**Statement.** Take an insulator with $K$ cells ($K$ $k$-points) and a Hartree–Fock reference. Closed connected diagrams scale as $K$ (extensive), closed diagrams of $p$ pieces as $K^p$, connected $T_m$ amplitudes as $K^{1-m}$. CIS, CIS(D) and EOM-CCSD excitation energies scale as $K^0$. CID correlation energies grow only as $K^{1/2}$, so the CISD excitation energy diverges.

**Proof.** Bloch orbitals carry $K^{-1/2}$, so a two-electron integral is $K^{-2}K=K^{-1}$ and conserves momentum; denominators are $K^0$. A closed connected diagram with $n$ vertices has $2n$ lines and $n-1$ independent laws, since the $n$ laws sum to an identity: $K^{n+1}K^{-n}=K$. With $2m$ open lines, $2n-m$ lines are internal and $n-1$ laws fix them: $K^{n-m+1}K^{-n}$. Two normalised CIS vertices ($K^{-1/2}$ each) add two lines and two laws: $K^{n+1}K^{-n}K^{-1}=K^0$.

**Cost.** Work counts the free indices of the largest contraction, memory one amplitude vector, for $o$ occupied and $v$ virtual bands, one exciton momentum and integrals at hand. The CIS product takes $(ovK)^2$. CIS(D) builds $o^2v^2K^3$ doubles once, each by a sum over $v$ at fixed momentum. The CISD and EOM-CCSD ladder adds $v^2K$ per double, for two states. Assumed for LiF: $o=4$, $v=20$, 20 iterations, unit prefactors.

**Model.** The cells do not interact and hold one electron pair each. Even block: reference (energy 0) and a double ($\Delta$), coupled by $V$. Odd block: single ($\omega_0$) and double ($\omega_0+D$), coupled by $U$. These gaps serve as perturbation denominators. With $f(x,y)=x/2-\sqrt{x^2/4+y^2}$, exactly
$$\omega=\omega_0+f(D,U)-f(\Delta,V).$$
Assumed: $\omega_0=14.6$, $\Delta=D=24$, $V=5$, $U=9$ eV. Then $f=-3$ and $-1$ eV and $\omega=12.6$ eV. The inputs were chosen to reproduce the compiled LiF gap 14.2 eV (Wing 2021) minus the exciton binding 1.6 eV (Yang 2013).

**Errors $\delta$.**
- CIS gives $\omega_0$: $\delta\approx U^2/D-V^2/\Delta=2.33$ eV at leading, second order in the couplings.
- CIS(D) adds the coupling to doubles, $-U^2/D$, the pair correlation of the $K-1$ unexcited cells, $-(K-1)V^2/\Delta$, and subtracts the MP2 energy $-KV^2/\Delta$. The terms in $K$ cancel, leaving 12.27 eV and $\delta\approx V^4/\Delta^3-U^4/D^3=-0.43$ eV at fourth order.
- CID and CISD couple the reference to the symmetric double by $\sqrt K V$: $E=f(\Delta,\sqrt KV)\to-\sqrt K|V|$. Its fourth-order term $K^2V^4/\Delta^3$ replaces the exact $KV^4/\Delta^3$. Correlating spectators of the excited cell needs triples, so $\delta=f(\Delta,V)-f(\Delta,\sqrt KV)$.
- EOM-CCSD: $T=\sum_jT_j$ is exact per pair, each spectator returns $f(\Delta,V)$ in both states, and $\delta=0$.

The table gives unexpanded errors.

| Method | Work | Memory | $\delta_{8}$, $\delta_{64}$ (eV) | Work, $K=8$ | Work, $K=64$ | Memory, $K=64$ |
|---|---|---|---|---|---|---|
| CIS | $20o^2v^2K^2$ | $ovK$ | 2.00, 2.00 | $8.2\times10^6$ | $5.2\times10^8$ | $5.1\times10^3$ |
| CIS(D) | CIS $+\,o^2v^3K^3$ | $o^2v^2K^3$ | −0.33, −0.33 | $7.4\times10^7$ | $3.4\times10^{10}$ | $1.7\times10^9$ |
| CISD | $40o^2v^4K^4$ | $o^2v^2K^3$ | 5.55, 28.76 | $4.2\times10^{11}$ | $1.7\times10^{15}$ | $1.7\times10^9$ |
| EOM-CCSD | $40o^2v^4K^4$ | $o^2v^2K^3$ | 0, 0 | $4.2\times10^{11}$ | $1.7\times10^{15}$ | $1.7\times10^9$ |

**Choice at $K=64$.** The cheapest method within 2.5 eV is CIS; within 0.5 eV, CIS(D), at 65 times the work; within 0.1 eV, EOM-CCSD, at a further factor $5.0\times10^4$. The best inside $10^9$, $10^{12}$ and $10^{16}$ operations is CIS, CIS(D) and EOM-CCSD. With $10^{12}$, EOM-CCSD reaches only the $2^3$ mesh and CIS(D) the $5^3$ mesh. CISD beats CIS only for $K\le3$ and CIS(D) only for $K=1$.

**Limits.** The errors are the model's, not LiF's; the zero for EOM-CCSD holds only for isolated pairs. The model has no mesh error. In LiF, dropping the $q=0$ electron–hole Coulomb term omits about
$$\frac{e^2}{4\pi\varepsilon_0}\int_{q<q_c}\!\frac{d^3q}{(2\pi)^3}\frac{4\pi}{q^2}=\frac{e^2}{4\pi\varepsilon_0}\frac{2q_c}{\pi},\qquad q_c^3=\frac{6\pi^2}{K\Omega},$$
for a sphere of the volume of one mesh cell. The compiled $a=4.028$ Å (NSF PAR) gives $\Omega=a^3/4=16.34$ Å$^3$. At $K=64$ this is 3.5 eV bare, or 1.9 eV after division by the compiled $\varepsilon_\infty=1.9$ (Skone 2014), rivalling the CIS error. It falls as $K^{-1/3}$, hence as work to the power $-1/6$, $-1/9$ and $-1/12$ for CIS, CIS(D) and EOM-CCSD, so the choices above presume it corrected or extrapolated away.